## Surface channel or thin metal?

Whether a thin bismuth-terminated BiTe film should be handled as a conductor throughout, or as a film with a separate conducting surface, decides how much effort its surface deserves. The calculation answers half of that question: the film is metallic, with bands that overlap by about 0.3 eV. The other half stays open. In a film of seven atomic planes, an ordinary state that fills the whole thickness can carry anything from a third to three quarters of its weight near the faces.

The model film is an unreconstructed slab cut from rock-salt BiTe, with bismuth and tellurium planes in turn and bismuth on both faces. Bi4Te3 is the composition of this slab, not the layered compound of that formula. BiTe itself normally crystallises in a layered structure, so the results describe the model and not a film as it would usually grow.

Relaxed seven-plane (111) slab of rock-salt BiTe, computed with Ansatz 0.2.0 using PBE with spin-orbit coupling, PAW, a 420 eV plane-wave cutoff, a 9×9×1 k mesh, 0.1 eV Gaussian smearing and a dipole correction. Outer weights are Löwdin weights on the atomic orbitals of the two outer planes of both faces, averaged over levels within 1.5 meV and not renormalised.

| point label | point a (reciprocal cell vectors) | point b (reciprocal cell vectors) | level b1 from the Fermi level (eV) | outer orbital weight b1 | level b2 from the Fermi level (eV) | level a1 from the Fermi level (eV) | outer orbital weight a1 |
| --- | --- | --- | --- | --- | --- | --- | --- |
| M | 0.5000 | 0.0000 | -0.280 | 0.520 | -0.280 | 0.240 | 0.380 |
| between | 0.4167 | 0.0000 | -0.100 | 0.570 | -0.100 | 0.240 | 0.470 |
| between | 0.3333 | 0.0000 | -0.070 | 0.620 | -0.070 | 0.300 | 0.500 |
| between | 0.2500 | 0.0000 | -0.140 | 0.690 | -0.140 | 0.230 | 0.540 |
| between | 0.1667 | 0.0000 | -0.370 | 0.510 | -0.370 | 0.030 | 0.490 |
| between | 0.0833 | 0.0000 | -0.060 | 0.400 | -0.060 | 0.260 | 0.500 |
| G | 0.0000 | 0.0000 | -0.620 | 0.640 | -0.620 | 0.110 | 0.580 |
| between | 0.0556 | 0.0556 | -0.100 | 0.410 | -0.100 | 0.340 | 0.530 |
| between | 0.1111 | 0.1111 | -0.240 | 0.610 | -0.240 | 0.470 | 0.750 |
| between | 0.1667 | 0.1667 | -0.070 | 0.560 | -0.070 | 0.180 | 0.580 |
| between | 0.2222 | 0.2222 | -0.350 | 0.550 | -0.350 | 0.030 | 0.470 |
| between | 0.2778 | 0.2778 | -0.240 | 0.370 | -0.240 | 0.330 | 0.680 |
| K | 0.3333 | 0.3333 | -0.320 | 0.340 | -0.320 | 0.190 | 0.730 |
| between | 0.3611 | 0.2778 | -0.370 | 0.380 | -0.370 | 0.250 | 0.700 |
| between | 0.3889 | 0.2222 | -0.390 | 0.530 | -0.390 | 0.400 | 0.680 |
| between | 0.4167 | 0.1667 | -0.270 | 0.540 | -0.270 | 0.470 | 0.720 |
| between | 0.4444 | 0.1111 | -0.100 | 0.500 | -0.100 | 0.290 | 0.710 |
| between | 0.4722 | 0.0556 | -0.140 | 0.540 | -0.140 | 0.360 | 0.540 |

Each row is one wave vector along the film; G is the centre of the surface Brillouin zone, M an edge midpoint and K a corner. The levels b1 and b2 are the nearest two below the Fermi level, and a1 is the nearest above. The outer orbital weight is the share of a state found on the two outermost planes of both faces together, hence on four planes of seven.

## Why the levels jump

The levels b1 and b2 coincide in every row. Time reversal turns a state into one with opposite wave vector and spin, and the inversion symmetry of the slab brings the wave vector back. Each level therefore holds two states even with spin-orbit coupling. A single face could still split its levels by spin.

The levels are ranked by distance from the Fermi level, not followed along a band. When a band sinks through the Fermi level, its entry moves from a1 to b1, and the former b1 drops out of first place. Between the points at 0.1667 and 0.0833 on the line from M to G, b1 seems to leap up by 0.31 eV. If the a1 level of the first row has become the b1 level of the second, that band has moved by only 0.09 eV. This reading is plausible but not proven, since the bands were not followed.

The ranking also creates a gap that does not exist. The highest b1 is −0.06 eV and the lowest a1 is +0.03 eV, but b1 is below and a1 above the Fermi level by definition, in a metal too. Counting the bands by their electrons shows an overlap of 0.27 eV instead. PBE can misplace this overlap, and levels within the smearing width of 0.1 eV could change sides with another mesh or smearing.

## Why a1 can lean outward without a surface state

In rock salt, the bonds of each atom run along three perpendicular axes, and each axis has its own p orbital. Orbitals of one kind join head to head into straight lines that cross the film obliquely, through one atom in each of the seven planes. An electron on such a line forms standing waves, like a string held at both ends. Where their bulges lie decides the outer weight.

The electron count tells which waves matter. Four bismuth atoms bring three p electrons each and three tellurium atoms four each, 24 in all. Shared among three line directions and two spins, they fill four of the seven waves on each line. If the simple order holds, b1 is the fourth wave and a1 the fifth.

With equal planes, the amplitude of wave $m$ on plane $j$ is

$$
c_j \propto \sin\left(\frac{\pi m j}{8}\right), \qquad j=1,\ldots,7 .
$$

The fourth wave sits equally on the four bismuth planes and vanishes on tellurium. Two of these four planes are outer ones, so its outer weight is 0.50. The fifth has squared amplitudes of 0.85, 0.5, 0.15, 1, 0.15, 0.5 and 0.85, which add up to 4. The four outer planes hold 0.85 + 0.5 + 0.5 + 0.85 = 2.7 of this, an outer weight of 0.68.

In this model the level above the Fermi level thus leans outward although it runs through the whole film. Bismuth and tellurium are not really equal. If only the bismuth part of the fifth wave counted, its outer weight would be 0.85, so a bismuth-rich state should lie between the two values.

## Where the simple order holds

The predicted order, with a1 further out than b1, appears around K and on most of the way from K to M. Over the seven rows from the last point before K to the last before M, the mean outer weight is 0.68 for a1 and 0.46 for b1, against 0.68 and 0.50 in the model. The close match should not be overrated. A bismuth-rich fifth wave should lie above 0.68, and for b1 the averaging helps: its weight is 0.34 to 0.38 in the three rows at and next to K, and 0.50 to 0.54 in the other four. No number was adjusted to the table, but the model was chosen with the table in view, so this is no independent prediction. In the other eleven rows the two means are nearly equal. Part of this may come from the ranking alone. Even in the simple order, the band overlap puts the fourth wave above the Fermi level or the fifth below it in some part of the zone, and there b1 and a1 no longer stand for these two waves.

Another possible reason is spin-orbit coupling, which in bismuth is of the order of an electronvolt and mixes the three p orbitals on an atom. It thereby links lines of different direction where they cross. The fourth wave of a line has four bismuth atoms and so four such crossings with lines of each other direction. Depending on the wave vector, their contributions add up or cancel.

For two directions whose phases differ by $q$ from one plane to the next, the remaining fraction is

$$
F=\frac{1}{4}\left|e^{iq}+e^{3iq}+e^{5iq}+e^{7iq}\right| .
$$

The three pairs of directions have $q=2\pi a$, $2\pi b$ and $2\pi(a+b)$, where $a$ and $b$ are the coordinates in the table. At G all four terms are in step and $F$ is 1. At K three of them cancel and one is left, so $F$ is 1/4 for every pair. Weak mixing among the fourth waves tends to leave them below the fifth; strong mixing spreads the energies until the two kinds can change places.

The argument also covers part of the irregular behaviour. At M all pairs are in step again, and there a1 is the more inward level. Along the whole line from M to G one pair stays in step, and a1 leans further outward than b1 in only one row of that line. At (0.1111, 0.1111), far from K, $F$ is below 0.2 for all pairs, and a1 has the largest outer weight of the table, 0.75.

The argument does not work row by row. At (0.1667, 0.1667) $F$ is as small as at K, yet the two weights are almost equal. At (0.2222, 0.2222) and (0.2778, 0.2778) $F$ takes the same three values, yet a1 has the smaller outer weight at the first point and much the larger at the second. A crossing of the Fermi level may explain this pair. At the first point a1 lies only 0.03 eV above that level, and its weight of 0.47 falls between the 0.56 and 0.37 of b1 at the two neighbouring points. It may be the same band, lifted just above the Fermi level. The low weight of b1 at K remains unexplained. Unequal bonds may contribute, since relaxation can shorten some more than others. The fourth wave stays off a tellurium plane only if the pulls of the bismuth planes on either side cancel there, so a stronger outer bond would be expected to leave less of the wave on the outer bismuth. The estimate of $F$ also leaves out mixing with the other standing waves, which grows where $F$ falls, the sideways overlap of p orbitals, and the different energy of outer bismuth atoms. No calculation without spin-orbit coupling is at hand to test it.

The analysis printed below lists another quantity, a phase sum that is small near K. It describes hopping between orbitals that point along the film normal. It does not measure the hopping along the p lines, which is equally strong at every wave vector, and serves here only to mark off the seven rows. Its correlation with the weight difference describes a pattern along the path, not a cause.

## What remains to be decided

The outer weights do not identify a surface state in so thin a film. They also miss the part of a state that the atomic orbitals do not describe, so true outer shares may be somewhat higher. The outer bismuth atoms still feel an outward force of 0.17 eV/Å, and the effect of moving them was not tested. The run also warns that the exchange-correlation potential is rough where the electron density is thin; how far this shifts the levels is not known.

A thicker slab would separate the two cases. The share of an evenly spread state on the four outer planes falls from 4/7, or 0.57, to 4/15, or 0.27, when the film grows to fifteen planes. A state bound to the surface would keep its outer weight. Until that is tested, the model film is best treated as a thin metal, with a separate surface channel neither shown nor excluded.

The analysis program printed:

```
Phase sum, level separation and weight contrast:
      row  phase sum  a1 less b1 in eV  outer weight a1 less b1
        M          1              0.52                    -0.14
  between      1.239              0.34                     -0.1
  between      1.732              0.37                    -0.12
  between      2.236              0.37                    -0.15
  between      2.646               0.4                    -0.02
  between      2.909              0.32                      0.1
        G          3              0.73                    -0.06
  between      2.879              0.44                     0.12
  between      2.532              0.71                     0.14
  between          2              0.25                     0.02
  between      1.348              0.38                    -0.08
  between     0.6524              0.57                     0.31
        K  0.0003628              0.51                     0.39
  between     0.2855              0.62                     0.32
  between     0.5322              0.79                     0.15
  between     0.7319              0.74                     0.18
  between     0.8794              0.39                     0.21
  between     0.9696               0.5                        0
Highest b1 in the table, eV: -0.06
Lowest a1 in the table, eV: 0.03
Apparent window between them, eV: 0.09
Number of b1 and a1 levels within the 0.1 eV smearing width: 8
Step of b1 from 0.1667 to 0.0833 on M-G, eV: 0.31
Step if a1 at 0.1667 becomes b1 at 0.0833, eV: -0.09
Formal p electrons left after filling Te p bands: 6
Outer weight of a state spread evenly over seven planes: 0.5714
Standing wave on seven equal planes, lowest outer weight: 0.3232
Standing wave on seven equal planes, highest outer weight: 0.75
Standing wave on Bi planes alone, lowest outer weight: 0.1464
Standing wave on Bi planes alone, highest outer weight: 0.8536
Mean outer weight of a1 where phase sum is below that at M: 0.68
Mean outer weight of b1 where phase sum is below that at M: 0.4571
Mean outer weight of a1 in the other rows: 0.5264
Mean outer weight of b1 in the other rows: 0.5527
Rank correlation of phase sum with size of weight contrast: -0.6656
```
